## Why does a coarse k mesh raise the energy of hexagonal germanium?

At first sight the trouble with a coarse k mesh is one of filling. In this PBEsol calculation the highest filled and the lowest empty state found on each mesh lie only 0.1 to 0.2 eV apart, and the occupations are smeared over 0.1 eV. Electrons can therefore spill across the gap, and on a mesh of few points each spill carries a large weight. Smearing then looks like the natural culprit for a wrong energy.

Free energies of hexagonal germanium (P6_3/mmc, 4 atoms per cell) relative to the run with the 8x8x4 mesh, computed with Ansatz 0.2.0 using PBEsol, PAW and plane waves. All runs are without spin polarisation and use unshifted k meshes, Gaussian smearing of 0.1 eV, and cutoffs of 421.78 eV for the waves and 1687.1 eV for the density.

```csv
k mesh,energy less reference (meV/atom)
2x2x1,669.3
3x3x2,184.1
4x4x2,53.8
5x5x3,26.5
7x7x4,2.5
```

The column "energy less reference" tells how far each run lies above the run with the 8x8x4 mesh. The crystal is the same in every row, so the fall from 669 to 2.5 meV/atom is purely numerical. It is also uneven: from 4x4x2 to 5x5x3 the error only halves, while the next refinement cuts it by a factor of about ten.

The 2x2x1 run puts the filling idea to the test. On a given mesh smearing can only lower the free energy, and by no more than its entropy term. In this run that term is 8.6 meV/atom larger than in the reference. The error has the opposite sign and is nearly eighty times as large. Extrapolated to zero smearing, it is still there, at about 674 meV/atom. The cause must lie in where the bands are sampled.

A second explanation blames one particular point. Every mesh here contains the centre of the Brillouin zone, with a weight of $1/N$ if the full mesh has $N$ points. That is a quarter of the total in 2x2x1 and only 1/256 in the reference. If the zone centre is untypical of the rest, the error should shrink in step with its weight.

Fitted with one constant to the relative errors of all five rows, this law does surprisingly well, with a typical miss of 21 percent. A sharper test uses two refinements that leave the division along the c axis alone: 3x3x2 to 4x4x2, and 7x7x4 to 8x8x4. The first lowers the energy 52 times as much as the second. The $1/N$ law, whose constant cancels in this ratio, gives

$$\frac{1/18-1/32}{1/196-1/256}\approx 20 .$$

Judged by this one ratio, the error in the plane dies off faster than the weight of a single point. The test leans on 3x3x2, the row the $1/N$ law misses most, and on a last step of only 2.5 meV/atom.

Theory also speaks against a single guilty point. In an equal mesh each point stands for its own small parcel of the zone, and the zone centre has no more than its fair share. What counts is whether the errors made in the different parcels cancel. For a smooth periodic function they cancel very well once the mesh is fine enough.

To see when they fail to cancel, write the summed energy of the filled bands as a set of waves in k space. Each wave belongs to a lattice vector $R$, and its strength tells how much the electrons in one cell are linked to those a distance $R$ away. The true average of every wave is zero, apart from the constant one. An equal mesh reproduces that zero unless the wave runs through whole periods from each point to the next. Then all points sit on crests, and the mesh mistakes the wave for a constant.

The sign of the error is that of the mistaken waves. At the zone centre all waves crest together, and their sum is the difference between the band energy there and its average. In a tetrahedral semiconductor this difference is expected to be positive, because the p-like filled bands reach their top at that point and outweigh the lowest s-like band, which has its bottom there. A very coarse mesh, which mistakes many of the waves, should therefore give too high an energy.

The same statement has a picture in real space. A mesh of $n\times n\times m$ points treats the crystal as a block of $n\times n\times m$ cells whose opposite faces are joined. With 2x2x1 an electron that travels 8 Å in the plane, little more than three bond lengths, is back where it started. With 7x7x4 the way round is 28 Å. The energy is wrong to the extent that electrons are still linked over that distance.

In a crystal with filled bands and a gap, such links fade roughly exponentially with distance. If only the shortest way round in the plane is kept, the error relative to the reference is

$$\Delta E = A\left(e^{-na/s}-e^{-8a/s}\right),$$

where $a=4.0$ Å is the cell edge in the plane, $s$ a decay length and $A$ an amplitude. The second term is there because the 8x8x4 run has an error of the same kind. Both constants were fitted to the relative errors of all five rows, which gave $s=4.0$ Å and $A=3791$ meV/atom.

For the 4x4x2 mesh the way round is 16 Å, or four decay lengths, and for the reference it is eight. The formula gives $3791\times(0.0183-0.0003)\approx 68$ meV/atom, against 53.8 in the table. This row took part in the fit and is still its worst, too high by 27 percent. The model does catch the scale of the error and the large last cut, by a factor of about 11, because in the formula the mesh there jumps from five divisions in the plane to seven and comes close to the reference. In the runs the division along c rises from three to four at the same step, so the table alone cannot credit the plane with the whole cut. It misses the weak step before that, with a factor of 2.8 where the table has 2.0.

One suspect for the misfit is the c axis, which the formula leaves out. In the 2x2x1 run the way round along c is only 6.6 Å, shorter than in the plane, and there the formula is too low by 23 percent. In 4x4x2 the c axis again offers the shorter way, yet the formula is too high. Waves may contribute with either sign, so this does not clear the suspect, but five rows in which both divisions mostly change together cannot convict it.

The numbers therefore decide only part of the question. They rule out smearing as the source of the trend, and they count against a strict $1/N$ law. They do not prove the exponential: its typical miss of 17 percent is hardly better, it has one constant more, and it predicts a left-out row slightly worse than the $1/N$ law does. It does reproduce the ratio of the two steps, but its decay length was free to adjust, and a steeper power law could be tuned to do the same. The preference for exponential decay rests on theory, and that theory needs a gap. The gap seen here is narrow, PBEsol tends to make it too small, and it is not settled: it is 0.15 to 0.17 eV on the three middle meshes but about 0.11 eV on the two with four divisions along c. Since all meshes contain the zone centre, this suggests a band edge away from it, and a finer mesh may find a smaller gap or none. A slower tail that these rows do not resolve is therefore possible. The printed output below shows both fits row by row.

The open choice matters to whoever uses the energies. The 2.5 meV/atom of the 7x7x4 run is its distance from the reference, not from the converged value. For the reference itself the exponential leaves about 1 meV/atom in the plane, while the $1/N$ law would leave about 9, and a steeper power law, not fitted here, would be expected to fall between the two. Both runs also have four divisions along c, so their agreement does not test that direction. If a decision hangs on a few meV/atom, a further run with more divisions along both axes is needed.

The block picture also tells how to carry a mesh over to another cell of the same crystal. What has to be kept is the way round, that is, the number of divisions times the cell edge. A cell doubled along one edge needs half as many divisions there, and if the original number was even, it then samples the same states.

The analysis program printed:

```
Error and smearing, meV/atom:
    row  error  fall factor from row above  entropy term less reference  error at zero smearing
  2x2x1  669.3                         n/a                       -8.562                   673.6
  3x3x2  184.1                       3.636                       -1.125                   184.7
  4x4x2   53.8                       3.422                      -0.5205                   54.06
  5x5x3   26.5                        2.03                      -0.1646                   26.58
  7x7x4    2.5                        10.6                     -0.04029                    2.52
Size of entropy term against error in 2x2x1, percent: 1.279
fit of one on 5 rows: coefficient of (1/npts - 1/256)/y 2405 +/- 253; rms 0.206, worst 3x3x2 -0.325, leave-one-out rms 0.255
fit of one on 5 rows: coefficient of (exp(-nin*edge/s) - exp(-8*edge/s))/y 3791 +/- 385, s 4; rms 0.173, worst 4x4x2 0.27, leave-one-out rms 0.306
Two sampling laws:
    row  1/N law meV/atom  its miss percent  exponential law meV/atom  its miss percent
  2x2x1             591.9            -11.56                     512.3            -23.45
  3x3x2             124.2            -32.52                     187.8              1.99
  4x4x2             65.77             22.25                      68.3             26.96
  5x5x3             22.68            -14.43                     24.33            -8.179
  7x7x4             2.876             15.05                     2.192             -12.3
Fall from 3x3x2 to 4x4x2, meV/atom: 130.3
Ratio of the two in-plane steps, computed: 52.12
Ratio of the two in-plane steps, 1/N law without fitted constant: 20.33
Ratio of the two in-plane steps, fitted exponential: 54.49
Remaining error of 8x8x4 if the 1/N law held, meV/atom: 9.396
Remaining in-plane error of 8x8x4 if the exponential held, meV/atom: 1.277
```
